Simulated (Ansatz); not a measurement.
## Ligand exchange: SiH2(SiH3)F + CH5N → SiH2(NH2)(SiH3) + CH3F

Species: SiH2(SiH3)F, singlet; CH5N (methylamine) `CN`, singlet; SiH2(NH2)(SiH3), singlet; CH3F (fluoromethane) `CF`, singlet. The partners trade F for NH2: Si–F and C–NH2 bonds give way to Si–NH2 and C–F.

Shapes, held fixed at every level: PBE0-D4/def2-TZVP. Flexible molecules stand in one conformer, not always the lowest. Programs: Ansatz 0.2.0. Electronic energies: no zero-point or thermal term.

```
                level                   kind  ΔE (kJ/mol)  less CCSD(T)/CBS estimate  CPU time (sum over the molecules)
 r2SCAN-D4/def2-TZVPP               meta-GGA        +89.7                       -4.5                               36 s
  BHLYP-D4/def2-TZVPP          global hybrid        +90.4                       -3.8                               20 s
r2SCAN0-D4/def2-TZVPP          global hybrid        +90.5                       -3.7                               27 s
    B2PLYP/def2-TZVPP          double hybrid        +93.0                       -1.2                               34 s
     CCSD(T)/def2-SVP  coupled cluster or CI        +88.5                       -5.7                               14 s
        CCSD/def2-SVP  coupled cluster or CI        +89.0                       -5.2                                  –
      CCSD/def2-TZVPP  coupled cluster or CI        +93.2                       -1.0                                  –
 CCSD(T)/CBS estimate  coupled cluster or CI        +94.2                        0.0                            2.6 min
```

The highest level, CCSD(T)/CBS estimate, gives ΔE = +94.2 kJ/mol; the levels span +88.5 to +94.2. The column of differences is taken from that level and isn't an error. No measured value is set beside it here. The CBS estimate extrapolates MP2 from def2-TZVPP and def2-QZVPP and adds CCSD(T) − MP2 in the triple-zeta set, cores frozen. Times are processor times on shared x86 and Arm servers, and rough.

The exchange is strongly uphill at every level, with +94.2 kJ/mol at the highest, so fluorine prefers silicon and the amino group is better left on carbon. Both Si–F and C–F bonds are strong, but replacing nitrogen by fluorine gains much more at silicon. Silicon is the more electropositive centre, and its bond to fluorine has a large ionic contribution, probably helped by donation from fluorine lone pairs into σ* orbitals on silicon. The Si–N bond benefits from the same effects, but less, since nitrogen is less electronegative; it therefore doesn't make up for the lost Si–F bond.

The preference doesn't hinge on the treatment of correlation. Perturbative triples barely change the CCSD result in the small basis, whereas going from def2-SVP to def2-TZVPP raises it from +89.0 to +93.2 kJ/mol. This suggests that the low small-basis values stem mainly from an incomplete description of the polar bonds. The energies support a thermodynamic preference for the reverse exchange, but say nothing about its barrier.
